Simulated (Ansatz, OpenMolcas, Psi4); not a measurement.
SiF3 (trifluorosilyl): the energy, rung by rung

SiF3: 4 atoms, total charge 0, spin state doublet. SMILES: `F[Si](F)F`. The shape is that of a PBE0-D4/def2-TZVP optimisation.

```
atom    x (Å)    y (Å)    z (Å)
   F   0.7849  -0.5070   1.1517
  Si  -0.2828   0.2131   0.2343
   F  -0.9943  -0.8922  -0.6443
   F   0.4922   1.1862  -0.7416
```

Quantity: the energy change with the F1–Si2 bond stretched from 1.581 to 1.818 Å, in eV. The values are calculated.

| level | kind | program | value (eV) |
| --- | --- | --- | --- |
| USVWN5/aug-cc-pVDZ | LDA | Ansatz | 0.33 |
| UBLYP/aug-cc-pVDZ | GGA | Psi4 | 0.16 |
| U-r2SCAN/aug-cc-pVDZ | meta-GGA | OpenMolcas | 0.35 |
| UM06-2X/aug-cc-pVDZ | hybrid meta-GGA | OpenMolcas | 0.42 |
| UPBE0/aug-cc-pVDZ | global hybrid | Psi4 | 0.37 |
| U-wB97X-V/aug-cc-pVDZ | range-separated hybrid | Psi4 | 0.35 |
| UB2PLYP/aug-cc-pVDZ | double hybrid | Ansatz | 0.33 |
| RPA@PBE0/aug-cc-pVDZ | RPA | Ansatz | 0.30 |
| UCCSD/aug-cc-pVDZ | coupled cluster or CI | Psi4 | 0.37 |

The first shape isn't each level's own minimum. The values span 0.16 to 0.42 eV.

Every level makes the stretch uphill, but climbing the ladder brings no steady progression: the LDA and the double hybrid both give 0.33 eV, and PBE0 coincides with UCCSD at 0.37 eV. BLYP stands apart at 0.16 eV, probably because it favours longer, softer Si–F bonds and so starts further up the compressed side of its own well.

The Si–F bond is strong and highly polar, with ionic attraction reinforced by donation from fluorine lone pairs into Si–F antibonding orbitals. Against that background, all the energies look low for so large an extension. A likely shared cause is the double-zeta basis, which lacks the tight d functions silicon needs when bound to fluorine and therefore tends to lengthen the bond. Agreement between levels may thus reflect a common basis error, and the match between PBE0 and UCCSD doesn't establish the accuracy of either. Nor does the energy of this limited stretch rank the methods for Si–F dissociation, where the electronic structure changes much more.
